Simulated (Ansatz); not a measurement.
# Ag: the change of pressure and energy less free atoms with volume scale

Results calculated with Ansatz 0.2.0, not measured. Periodic Kohn-Sham DFT of a crystal at fixed atoms, scaled to volume_scale times the given cell; pressure positive in compression, energy less spherical unpolarised free atoms, largest_vzz the field gradient of largest size among the nuclei.

The cell before it is scaled or strained (space group P6_3/mmc, No. 194):
```
Ag
1.0
      2.8862     0.0000     0.0000
     -1.4431     2.4995     0.0000
      0.0000     0.0000    10.0000
Ag
4
Direct
  0.33333 0.66667 0.25000
  0.66667 0.33333 0.75000
  0.00000 0.00000 0.00000
  0.00000 0.00000 0.50000
```

Settings of every row: method all-electron LAPW; functional LDA; relativity scalar; k mesh 14x14x4; filling fermi-dirac; smearing width 0.08 eV; basis error target 0.5 meV/atom; nucleus gaussian.

Atom start moment: 0 on all atoms.

```csv
row,volume scale,V (Å³/atom),pressure (GPa),energy less free atoms (eV/atom)
1,0.94,16.953,-6.085,-3.762
2,0.96,17.314,?,?
3,0.98,17.674,-9.764,-3.7259
4,0.99,17.855,-10.519,-3.7145
5,1,18.035,-11.216,-3.7023
6,1.01,18.215,-11.86,-3.6893
7,1.02,18.396,-12.453,-3.6756
8,1.04,18.757,-13.502,-3.6463
9,1.06,19.117,-14.385,-3.6149
```

Question: what pressure and energy less free atoms should row 2 give?

Worked fit of pressure. Take u = (V_r/V)^(2/3) − 1 with V_r = 18.125 Å³ an atom, which is twice the finite (Eulerian) strain; such expansions in the strain, on which the Birch-Murnaghan equation of state is built, carry the rest volume and the bulk modulus. The shown rows have u = 0.04557, 0.01694, 0.01006, 0.00332, -0.0033, -0.00985, -0.02259, -0.0349. Least squares give pressure = −11.5436 + 96.944 × u + 469.36 × u² + 699 × u³ GPa; a parabola predicts inner rows, each left out in turn, worse (root mean square 0.01 against 0.0014 GPa). The rows lie off it by 0.000, -0.001, 0.001, 0.001, -0.002, 0.001, 0.000, 0.000. The withheld row has u = 0.03099, so the fit gives −11.5436 + 96.944 × (0.03099) + 469.36 × (0.03099)² + 699 × (0.03099)³ = -8.068 GPa.

The calculation gave -8.066 GPa. The fit lies 0.002 GPa (0.024 % of the column's range) below it; its largest miss of a shown row is 0.002 GPa.

Worked fit of energy less free atoms. Take u = (V_r/V)^(2/3) − 1 with V_r = 18.125 Å³ an atom, which is twice the finite (Eulerian) strain; such expansions in the strain, on which the Birch-Murnaghan equation of state is built, carry the rest volume and the bulk modulus. The shown rows have u = 0.04557, 0.01694, 0.01006, 0.00332, -0.0033, -0.00985, -0.02259, -0.0349. Least squares give energy less free atoms = −3.6959 − 1.9567 × u + 10.727 × u² + 8.3 × u³ eV/atom; a parabola predicts inner rows, each left out in turn, worse (root mean square 0.00013 against 3.1e-05 eV/atom). All shown rows lie on it to the printed digit. The withheld row has u = 0.03099, so the fit gives −3.6959 − 1.9567 × (0.03099) + 10.727 × (0.03099)² + 8.3 × (0.03099)³ = -3.7460 eV/atom.

The calculation gave -3.7461 eV/atom. The fit lies 0.0001 eV/atom (0.068 % of the column's range) above it, one unit of the last digit.
